\section*{Stacking disorder in ZnS from the ANNNI chain}

\subsection*{Mapping and inputs}

ZnS grows along [111] (or [0001]) as a stack of Zn--S double layers. Assign $s_i=+1$ to a cyclic step (A$\to$B$\to$C) and $s_i=-1$ to an anticyclic one. Zinc blende (3C) is then $++++$, wurtzite (2H) is $+-+-$, and 4H is $++--$. The glide of one Shockley partial flips one $s_i$. The axial next-nearest-neighbour Ising (ANNNI) chain has the energy
\begin{equation}
H=-J_1\sum_i s_is_{i+1}+J_2\sum_i s_is_{i+2},\qquad J_1,J_2>0 .
\end{equation}
Set $\tau_i=s_is_{i+1}$, which is $+1$ for a cubic layer (c) and $-1$ for a hexagonal layer (h). Since $s_{i+1}^2=1$, $s_is_{i+2}=\tau_i\tau_{i+1}$. For an open chain the map is one-to-one up to a global flip, and
\begin{equation}
H=-J_1\sum_i\tau_i+J_2\sum_i\tau_i\tau_{i+1},
\end{equation}
an Ising antiferromagnet in a field $J_1$. Per layer, 3C has energy $-J_1+J_2$ and 4H (chch) has $-J_2$. They cross at $J_2/J_1=1/2$. There an isolated h layer costs $2J_1-4J_2=0$, while an hh pair costs $4J_1-4J_2=4J_2$. Every sequence without hh is a ground state: this is the multiphase point. Each h layer ends a band of equal $s$, so the hexagonality $\alpha$ (fraction of h layers) is the inverse of the mean band width.

A layer shears as a whole, so $J_n=Nj_n$, with $j_n$ the coupling per ZnS pair and $N$ the pairs per layer. In bulk $N$ is macroscopic and thermal disorder vanishes; it survives only in thin cross-sections. With the approximate lattice constant $a=0.541$~nm, the layer spacing is $d=a/\sqrt3=0.312$~nm and the area per pair $\sqrt3a^2/4=0.127$~nm$^2$, so $N=1000$ is a wire about 13~nm across. We assume $T=1200$~K, $J_1=200$~meV and $J_2=100$~meV, chosen to sit on the multiphase point. A small $j_1$ is plausible at this temperature because $j_1$ is a free energy that changes sign near the 3C--2H transition, typically placed near 1020~$^\circ$C.

\subsection*{Estimate by hand}

Take $k_BT\approx0.1$~eV. An hh pair has weight $e^{-4}\approx0.02$, so forbid it. After h comes c. After c both choices are free, so toss a coin. A band has two layers plus a geometric number of extra ones, with mean 1 and variance $\sigma^2=2$, so the mean width is $\bar n=3$ and $\alpha\approx0.33$. A coin is tossed on two layers out of three, so $S/k_B\approx\tfrac23\times0.69\approx0.46$ per layer. The correlation $\langle s_0s_r\rangle$ changes sign at each band edge, which suggests a period $2\bar n=6$ layers, or 1.9~nm with $d\approx0.31$~nm. The number of edges in $r$ layers has variance $r\sigma^2/\bar n^3$, and each edge adds a phase $\pi$. A Gaussian phase spread damps the oscillation by $\exp(-\pi^2r\sigma^2/2\bar n^3)$, so $\xi\approx27/\pi^2\approx2.7$ layers, or 0.8~nm.

\subsection*{Careful calculation}

With $K_n=J_n/k_BT$, the transfer matrix is $\exp[K_1(\tau+\tau')/2-K_2\tau\tau']$. Dividing out $e^{K_2}$, in the basis (c, h),
\begin{equation}
M=\begin{pmatrix}u&1\\1&v\end{pmatrix},\qquad u=e^{K_1-2K_2},\quad v=e^{-K_1-2K_2}.
\end{equation}
Its larger eigenvalue $\lambda$ and the h weight of the normalised eigenvector $\psi$ are
\begin{equation}
\lambda=\frac{u+v}{2}+\sqrt{1+x^2},\qquad \alpha=\psi_h^2=\frac12\left(1-\frac{x}{\sqrt{1+x^2}}\right),\qquad x=\frac{u-v}{2}.
\end{equation}
At the multiphase point $u=1$ and $v=e^{-4K_2}$. As $T\to0$, $v\to0$, $M$ counts hh-free sequences (Fibonacci numbers), and
\begin{equation}
\frac{S}{k_B}=\ln\varphi=0.481,\qquad \varphi=\frac{1+\sqrt5}{2},\qquad \alpha=\frac{5-\sqrt5}{10}=0.276 .
\end{equation}
The spin correlation is a string of $\tau$. With $\sigma_z=\mathrm{diag}(1,-1)$,
\begin{equation}
\langle s_0s_r\rangle=\langle\tau_0\cdots\tau_{r-1}\rangle=\lambda^{-r}\,\psi^{T}(\sigma_zM)^r\psi .
\end{equation}
The matrix $\sigma_zM$ has trace $u-v$ and determinant $1-uv$, so its eigenvalues $\mu$ have discriminant $(u-v)^2-4(1-uv)=(u+v)^2-4$. They are complex, $\mu=|\mu|e^{\pm iq}$, when $u+v<2$, that is when
\begin{equation}
\cosh K_1<e^{2K_2}.
\end{equation}
Equality defines the disorder line. Since $\lambda$ is analytic there, it is no phase transition: only the decay changes from monotonic to oscillating. On the oscillating side $\langle s_0s_r\rangle\propto e^{-r/\xi}\cos(qr+\delta)$, with a constant phase $\delta$ and
\begin{equation}
\cos q=\frac{u-v}{2\sqrt{1-uv}}=\frac{e^{-K_2}\sinh K_1}{\sqrt{2\sinh2K_2}},\qquad \frac1\xi=\ln\frac{\lambda}{\sqrt{1-uv}} .
\end{equation}
For $K_1=2K_2$, $\cosh2K_2<e^{2K_2}$ always holds, so the correlations oscillate at every temperature, with $\cos q=\tfrac12\sqrt{1-v}$.

At 1200~K, $k_BT=103.4$~meV, $K_2=0.967$ and $v=0.0209$. Then $\lambda=1.624$, $\alpha=0.280$, and the mean band has 3.57 layers (1.11~nm). Further $\cos q=0.495$ and $q=60.3^\circ$, a period of 5.97 layers (1.86~nm), and $\xi=2.02$ layers (0.63~nm). The hh density is $v\alpha/\lambda=0.0036$ per layer. Each pair carries $4J_2$, so $S/k_B=\ln\lambda+4K_2v\alpha/\lambda=0.499$. At fixed $J_2$ and $T$, the disorder line lies at $J_1=k_BT\,\mathrm{arcosh}\,e^{2K_2}=271$~meV. Between 200 and 271~meV the ground state is 3C, yet the correlations oscillate. These are correlations of stacking sense, not directly the A/B/C pair statistics that diffraction records.

\subsection*{Why the two differ}

Keep hh forbidden and let h follow c with probability $p$. Band widths then have probability $p(1-p)^{n-2}$ for $n\ge2$, and
\begin{equation}
\alpha=\frac{p}{1+p},\qquad \frac{S}{k_B}=\frac{-p\ln p-(1-p)\ln(1-p)}{1+p}.
\end{equation}
The transition matrix with a sign for each h has rows $(1-p,\,-p)$ and $(1,\,0)$. Its trace $1-p$ and determinant $p$ give
\begin{equation}
\cos q=\frac{1-p}{2\sqrt p},\qquad \xi=\frac{2}{\ln(1/p)} .
\end{equation}
This separates the hand approximations.

\begin{center}
\begin{tabular}{lcccc}
\hline
 & hand & $p=1/2$, exact & chain, $T\to0$ & chain, 1200 K\\
\hline
$\alpha$ & 0.33 & 0.333 & 0.276 & 0.280\\
$S/k_B$ per layer & 0.46 & 0.462 & 0.481 & 0.499\\
period (layers) & 6 & 5.20 & 6.00 & 5.97\\
$\xi$ (layers) & 2.7 & 2.89 & 2.08 & 2.02\\
\hline
\end{tabular}
\end{center}

\emph{The coin is not fair.} Equilibrium weights whole sequences equally, not single choices. Choosing h forces the next layer and gives up one decision, so it leaves $1/\varphi$ times as many continuations as choosing c. Hence $p=\varphi^{-1}/(1+\varphi^{-1})=\varphi^{-2}=0.382$, the value that maximises $S(p)$. This lowers $\alpha$ by 0.057. The hh pairs add back $v\,\partial\alpha/\partial v=0.179\,v=0.004$, which leaves the net gap of 0.053: the hand value $1/3$ is 19\% high. Rounding $k_BT$ accounts for only 0.0005. The entropy is stationary at the true $p$, so the fair coin loses only 4\% of $\ln\varphi$. The hh pairs add a further 0.018.

\emph{The period is right by cancellation.} The rule ``period $=2\bar n$'' needs $\sigma\ll\bar n$. Here $\sigma=\sqrt{1-p}/p$ is 1.41 for $\bar n=3$, and 2.06 for $\bar n=3.62$. The exponential tail of long bands pulls the mean up, and the rule overshoots: 6 against 5.20 for the fair coin, 7.24 against 6.00 for the true $p$. The fair coin shortens the period and the rule lengthens it, and the two happen to cancel.

\emph{The correlation length suffers most.} The hand value is 34\% above 2.02. The Gaussian step lowers 2.89 to 2.7. The wrong $p$ dominates, since the broader true distribution dephases faster (2.08). The hh pairs raise $1/\xi$ by $(\alpha/\varphi+\tfrac12)v=0.014$, with $\alpha$ at $T\to0$, which brings $\xi$ to 2.02.

\subsection*{Limits for the real material}

A term $+J_3\sum s_is_{i+3}$ lowers each h layer by $6J_3$ and raises each two-layer band by $4J_3$. With hh forbidden and $y=1/\lambda$, the band weights sum to one,
\begin{equation}
e^{6K_3}\left[e^{-4K_3}y^2+\frac{y^3}{1-y}\right]=1 ,
\end{equation}
and $1/\alpha$ is the mean of $n$ over these weights. An assumed $J_3=10$~meV gives $y=0.546$ and $\alpha=0.294$. This shift of 0.017 exceeds the hh correction, so the third figure in the table belongs to the two-coupling model only. Sidewall energies of a wire shift the effective $J_1$ and are omitted too.

All these numbers are the model's, for couplings placed on the multiphase point. A typical low-temperature $j_1$ of about 2~meV gives $J_1=2000$~meV and $\alpha\approx e^{-(2J_1-4J_2)/k_BT}\approx8\times10^{-16}$, a fault-free 3C wire. ZnS wires and crystals typically show faults nanometres to micrometres apart, so there the equilibrium chain underestimates the disorder by many orders of magnitude. Such faults are frozen in during growth or during the 2H$\to$3C shear on cooling, and couplings fitted to them are effective parameters of the process history.